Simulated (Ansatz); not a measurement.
MgAu: from λ and ω_log to T_c, calculated with Ansatz

Space group Pm-3m (No. 221), 2 atoms in the cell of the first input below: a = 3.257 Å, b = 3.257 Å, c = 3.257 Å, α = 90.00°, β = 90.00°, γ = 90.00°.

The structure is a measured one, not always of the ambient phase, relaxed without spin–orbit coupling to zero pressure (pressure 0.0 GPa with this functional, without spin–orbit coupling). Functional: PBEsol.

Input:

```yaml
crystal:
  lattice:
    - [3.2574063837, 0.0, 0.0]
    - [0.0, 3.2574063837, 0.0]
    - [0.0, 0.0, 3.2574063837]
  atoms:
    - { symbol: Mg, position: [0.5, 0.5, 0.5] }
    - { symbol: Au, position: [0.0, 0.0, 0.0] }
basis:
  ecutwfc: 420
  ecutrho_ratio: 4
kpoints:
  mp_grid: { grid: [10, 10, 10] }
hamiltonian:
  xc: pbesol
scf:
  occupations: { method: methfessel_paxton, width: 0.2 }
output: {}
phonons:
  supercell: [2, 2, 2]
  qpath:
    path:
      - [[0.0, 0.0, 0.0], [0.0, 0.5, 0.0], [0.5, 0.5, 0.0], [0.0, 0.0, 0.0], [0.5, 0.5, 0.5], [0.0, 0.5, 0.0]]
      - [[0.5, 0.5, 0.5], [0.5, 0.5, 0.0]]
    npoints: 6
  electrical_resistivity: { mesh: [20, 20, 20], temperatures: [50, 100, 200, 300, 500] }
  superconductivity: { mesh: [20, 20, 20], eliashberg_equations: false }
```

```bash
ansatz run input.yaml --threads 8 --pin off --max-ram 15360MiB --backend cpu --events-out ev --progress --plain --runs-dir out
```

Time: 38 s on 8 threads of Arm Neoverse V1, with other jobs on the host, peak memory 2.3 GiB.

On the finest mesh λ = 0.3356, ω_log = 8.776 meV, N(E_F) = 0.275 states per eV, spin and cell. λ by mesh: 20×20×20 0.336, 10×10×10 0.335, 5×5×5 0.399.

Task: What T_c does McMillan's formula in the Allen–Dynes form give for μ* = 0.10?

Result: T_c = (ω_log/1.2) exp[−1.04(1+λ)/(λ − μ*(1+0.62λ))] = (101.84 K/1.2) × exp(−1.3890/0.2148) = 0.13 K. By mesh, finest first, the same formula gives 0.13, 0.13, 0.42 K.

```
  μ*  McMillan (K)  Allen–Dynes with strong-coupling factors (K)
0.08          0.25                                          0.26
0.10          0.13                                          0.13
0.12          0.06                                          0.06
0.13          0.04                                          0.04
0.14          0.02                                          0.02
0.16          0.00                                          0.00
0.20          0.00                                          0.00
```

Caveats: no spin-orbit coupling, which matters for these elements; small supercell, couplings not converged in it; with so small a supercell and a typed μ*, T_c can miss a measured one by a factor of two or more.

MgAu comes out as a weak-coupling metal, with λ = 0.3356 and a T_c well below 1 K for every μ* listed. The likely electronic reason is that the Au 5d shell is essentially filled, leaving broad s-p states at the Fermi level, which fits the modest N(E_F) of 0.275 states per eV, spin and cell. The heavy Au atoms help keep ω_log low, which also limits the prefactor, but the exponential dominates. There the phonon attraction only modestly exceeds the Coulomb repulsion, so small changes in either are strongly amplified: raising μ* from 0.08 to 0.12 lowers the McMillan value from 0.25 to 0.06 K, and the larger λ of the coarsest mesh raises T_c to 0.42 K. The strong-coupling factors hardly matter, as expected at such a small λ. The entries of 0.00 K are rounded, exponentially small temperatures, not a predicted loss of pairing. The results therefore support weak electron–phonon coupling more firmly than any particular transition temperature.
